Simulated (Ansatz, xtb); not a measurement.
**Relative energy of two isomers of BrGeH5OSi**

Structure a: `O[SiH2][GeH2][Br]`, a singlet. Structure b: `[OH][Ge@@H]([SiH3])[Br]`, a singlet. Both are isolated molecules in the gas phase, relaxed with r2SCAN-D4/def2-SVP; the shapes shown needn't be the lowest conformers.

a (Å):

```yaml
atoms:
  - { symbol: Br, position_ang: [-1.5389, -0.1903, 1.9795] }
  - { symbol: Ge, position_ang: [0.5369, -0.4432, 0.8935] }
  - { symbol: O, position_ang: [0.5715, 2.6245, 1.9955] }
  - { symbol: Si, position_ang: [1.0751, 1.8657, 0.6031] }
  - { symbol: H, position_ang: [-0.2673, 2.2921, 2.3503] }
  - { symbol: H, position_ang: [2.5367, 2.1029, 0.4614] }
  - { symbol: H, position_ang: [0.3685, 2.3344, -0.6286] }
  - { symbol: H, position_ang: [1.4056, -1.2431, 1.8771] }
  - { symbol: H, position_ang: [0.2518, -1.3009, -0.3493] }
```

b (Å):

```yaml
atoms:
  - { symbol: Br, position_ang: [-1.7094, 0.9900, 0.4689] }
  - { symbol: Ge, position_ang: [-0.7573, -0.6343, -0.9180] }
  - { symbol: O, position_ang: [-1.9719, -1.1692, -2.1038] }
  - { symbol: Si, position_ang: [1.1083, 0.4555, -1.9300] }
  - { symbol: H, position_ang: [-2.2665, -0.4509, -2.6807] }
  - { symbol: H, position_ang: [-0.5194, -1.8850, -0.0663] }
  - { symbol: H, position_ang: [0.5771, 1.6033, -2.7227] }
  - { symbol: H, position_ang: [1.8363, -0.4840, -2.8344] }
  - { symbol: H, position_ang: [2.0246, 0.9516, -0.8629] }
```

Estimate E(b) − E(a) at the level CCSD(T)/def2-SVP + ΔMP2/def2-TZVPP.

Calculated at CCSD(T)/def2-SVP + ΔMP2/def2-TZVPP: E(b) − E(a) = +11.7 kcal/mol, so structure a lies lower.

How the difference moves with the method:

```csv
level,geometry,E(b) − E(a) (kcal/mol),departure from the last row (kcal/mol),"job, with rough time for the two"
GFN2-xTB,GFN2-xTB,+11.4,−0.4,"optimisation, 1.7 s"
HF/STO-3G,GFN2-xTB,−1.4,−13.2,"single point, 5.1 s"
r2SCAN-D4/def2-SVP//GFN2-xTB,GFN2-xTB,+8.5,−3.3,"single point, 14 s"
r2SCAN-D4/def2-SVP,r2SCAN-D4/def2-SVP,+10.3,−1.5,"optimisation, 3.2 min"
HF/def2-SVP,r2SCAN-D4/def2-SVP,+11.1,−0.6,part of the CCSD(T) run
MP2/def2-SVP,r2SCAN-D4/def2-SVP,+9.7,−2.0,part of the CCSD(T) run
CCSD(T)/def2-SVP,r2SCAN-D4/def2-SVP,+9.4,−2.3,single point
CCSD(T)/def2-SVP + ΔMP2/def2-TZVPP,r2SCAN-D4/def2-SVP,+11.7,,"single point, 2.7 min"
```

As drawn, b has 1 Ge–O, 1 Si–H in place of 1 O–Si, 1 Ge–H.

HF/STO-3G puts the two in the other order. The largest departure from CCSD(T)/def2-SVP + ΔMP2/def2-TZVPP is that of HF/STO-3G, 13.2 kcal/mol. The last row adds to CCSD(T) the change of the MP2 difference between the two basis sets, here +2.3 kcal/mol.

With thermal terms from frequencies at re-optimised GFN2-xTB minima (ideal gas, soft modes damped towards free rotors, one conformer each, 298.15 K, 1 atm): the zero-point term adds −0.5 kcal/mol; ΔH is +11.6 and ΔG +10.9 kcal/mol.

The correlated steps freeze 24 core orbitals; the filled d shell of Br and Ge is correlated, in a basis made for valence electrons. Mirror images aren't counted in ΔG. Programs: Ansatz 0.2.0, xtb 6.7.1; the last row on 2 threads of Intel(R) Xeon(R) Processor @ 2.50GHz (Skylake/Cascade Lake) on a shared host.

The preference for a reflects where the hydroxyl group sits. Going to b exchanges an Si–O and a Ge–H bond for a Ge–O and an Si–H bond, and the loss of the strong, highly polar Si–O bond outweighs the gain from Si–H being stronger than Ge–H. Silicon's lower electronegativity and more compact valence shell favour its bond to oxygen. Placing OH and Br on the same germanium in b probably recovers some of the cost through geminal donation from oxygen into the Ge–Br antibonding orbital.

The ordering is already present at Hartree–Fock level with def2-SVP, so it doesn't depend on electron correlation. The close match of that value to the final one is partly a cancellation, since correlation lowers the gap in the small basis and the basis correction raises it again. The reversal with STO-3G probably stems from a minimal basis too rigid to describe polar Si–O bonding. Thermal terms leave the preference intact, but the total difference can't be read as a difference between Si–O and Ge–O bond energies alone.
